**Question: why do my quantum defects keep climbing with n?**

I promoted one 4s electron of As³⁺ to outer orbitals in a spherical Dirac Kohn-Sham atom with PW91. The quantum defects rise with n in every series, most of all for f. I took this for polarisation of the core. Is it?

Spherical As3+ ion, all-electron Dirac Kohn-Sham with PW91, no spin polarisation and a point nucleus (Quantum ESPRESSO ld1.x 7.5). One electron is in the outer orbital over [Ar] 3d10 4s1; total energies are compared with As3+ [Ar] 3d10 4s2 for the energy above the ground configuration and with As4+ [Ar] 3d10 4s1 for the binding energy. ε is the outer eigenvalue.

| outer orbital | energy above the ground configuration (eV) | binding energy (eV) | quantum defect | outer eigenvalue (eV) | outer mean radius (bohr) | −ε / binding energy |
| --- | --- | --- | --- | --- | --- | --- |
| 5s1/2 | 28.138 | 22.631 | 1.899 | -20.074 | 3.7044 | 0.887 |
| 6s1/2 | 37.672 | 13.097 | 1.923 | -11.665 | 6.3923 | 0.891 |
| 7s1/2 | 42.240 | 8.5290 | 1.948 | -7.6688 | 9.7866 | 0.899 |
| 5p1/2 | 31.707 | 19.062 | 1.621 | -16.813 | 4.1764 | 0.882 |
| 6p1/2 | 39.298 | 11.472 | 1.644 | -10.171 | 7.0750 | 0.887 |
| 4d3/2 | 27.030 | 23.739 | 0.9717 | -19.966 | 2.7721 | 0.841 |
| 6d3/2 | 41.976 | 8.7928 | 1.024 | -7.8036 | 8.7555 | 0.888 |
| 5f5/2 | 41.440 | 9.3287 | 0.1693 | -8.0767 | 7.3994 | 0.866 |
| 6f5/2 | 44.253 | 6.5165 | 0.2202 | -5.7688 | 11.279 | 0.885 |
| 7f5/2 | 45.982 | 4.7871 | 0.2565 | -4.2865 | 15.913 | 0.895 |

**Answer**

It can't be, and three candidates can be weighed on the f rows.

Every row is 4s¹ nl¹, and the binding energy B is measured from As⁴⁺ 4s¹. The quantum defect δ is defined by B = 16 Ry/n*², with n* = n − δ and 16 Ry = 217.7 eV for a core of charge 4; ε is the outer eigenvalue. An extra binding ΔE over 16 Ry/n² gives δ ≈ ΔE n³/(32 Ry) to first order. An attraction confined to the core region gives a ΔE that falls as n⁻³ at high n, so δ levels off; a ΔE that falls more slowly keeps δ climbing. For 6f, 217.7/36 = 6.047 eV, so ΔE = 6.517 − 6.047 = 0.470 eV. For 5f and 7f it is 0.621 and 0.344 eV, and a least-squares line of ln ΔE on ln n through the three rows has slope −1.75.

The rise is not numerical noise. This program's totals under GGAs are known to lie too low, by up to about 24 meV. That would move δ of 7f by 0.017 if nothing cancels, against a 6f → 7f step of 0.036.

*Polarisation.* An induced dipole gives ΔE = α⟨r⁻⁴⟩/2 with one polarisability α. With hydrogenic ⟨r⁻⁴⟩, the three rows need α = 8.4, 10.3 and 11.6 bohr³, so one value doesn't serve. The stronger objection is structural: a spherical density can swell or shrink but cannot form a dipole, so the −α/2r⁴ tail is absent from the calculation.

*Penetration.* Inside the core cloud the electron sees more than +4. This is the standard cause of the order s > p > d > f, which runs from 1.923 to 0.220 at n = 6. It also makes f defects rise, because the weight of an f orbital near the nucleus goes as n⁻³(1 − 1/n²)(1 − 4/n²)(1 − 9/n²). That factor gives ΔE(7f)/ΔE(5f) = 0.519 against 0.555 in the table, as good as a plain n⁻² law (0.510), so the shape of the trend cannot exclude it. Size does. A first-order integral over a crude core, Slater shells with the mean radii of the As⁴⁺ run, gives a few hundredths of an eV. The run's own 6f orbital reaches further into the core: its Slater integrals with 4s and 3d raise this to about a tenth of an eV, still only about a fifth of ΔE.

*Exchange-correlation surplus.* The Hartree energy contains the repulsion U of the outer electron with itself, which exact exchange cancels. PW91 returns a change ΔExc on adding the electron, and any surplus −(U + ΔExc) is extra binding. For 6f the runs give ΔExc = −82.95467 + 82.90033 = −0.05434 hartree = −1.479 eV. A hydrogenic 6f orbital for charge 4 has U = 1.014 eV; scaled from its radius of 12.0 bohr to 11.279 bohr this becomes 1.078 eV. The surplus is 0.40 eV, 85% of ΔE, with nothing fitted; 5f and 7f give 82% and 87%. True 4s–6f exchange in the same run is only about 0.02 eV, and exchange with the whole 3d shell adds a few hundredths of an eV, so exact exchange would leave only a small part of this surplus. The climb of the f defects is therefore mostly a product of the approximate functional with spin off, not evidence about the real ion, where core polarisation does act but needs a method that can describe it. ΔExc also includes the response of the core to the added electron. The kinetic, nuclear and Hartree terms cancel that part to first order, so the percentages are approximate.

Calling all of this self-interaction goes too far. The simpler system is a hydrogen-like ion of charge 4 with no core, where the exact δ is zero and any defect is self-interaction. Evaluating PW91 (one small correlation term dropped) on the lone hydrogenic orbital leaves 0.097, 0.116 and 0.102 eV for 5f, 6f and 7f, well under half of the surplus. The analogy stops at the core, and the rest arises there. Local exchange goes as ρ^(4/3), so its potential follows ρ^(1/3), which decays three times more slowly than the core density and attracts the f electron across the whole 4s tail. Placing the orbital on the crude core adds a few tenths of an eV in this way; with penetration the sum stays 20 to 26% below ΔE, first order and without the 6% contraction of the orbitals.

The two parts act differently on δ. The overlap part is the larger in energy but falls with n; on the crude core it adds about 0.029 to the rise of δ from 5f to 7f. The lone-orbital part is nearly flat, and weighted by n³/(32 Ry) it gives 0.097 × 125/435.4 = 0.028 at 5f and 0.102 × 343/435.4 = 0.080 at 7f. That rise of 0.052 is more than half of the tabulated 0.2565 − 0.1693 = 0.087. It is a small difference of terms near 1 eV, so the share is approximate. Spin is off, which counts the electron as half up and half down and alters the cancellation; how much of the surplus is due to that and how much to the functional these runs can't separate.

For s, p and d the steps are 0.023 to 0.026 per unit of n. A least-squares fit of δ = δ_l + k n* to those seven rows (three offsets, one shared k) gives k = 0.026 with rms residual 0.0008 in δ; the Ritz form δ_l + a/n*² leaves 0.0028 and expects the first s step to be twice the second, whereas they are equal. That distinction relies on the errors in the totals cancelling. That the slope has the same origin as in f is argued by analogy, and k mixes it with ordinary Ritz drift. These rows are also neither singlets nor triplets: exchange splits the two in the real ion, and a run without spin doesn't resolve them.

Self-repulsion also explains why −ε is only 0.84 to 0.90 of B. By Janak's theorem B is the mean of −ε over the occupation q from 0 to 1, so with frozen orbitals and S(q) = q²U + ΔExc(q) the gap B − |ε| is S′(1) − S(1). This yields 0.707 eV for 6f against 0.748, and 5 to 6% below the table for all three f rows. It tests mainly U, not the surplus. The gap is largest for the compact 4d orbital, 3.77 eV against 2.56 for 5s, which puts 4d above 5s in ε although it is bound 1.11 eV more strongly.

For neighbours, my guess is that 8f climbs again by a smaller step, and that g orbitals lose most of the overlap part but keep a rising δ. In a more highly charged core, self-interaction scales roughly as the charge and B as its square, so that part of the drift should shrink.
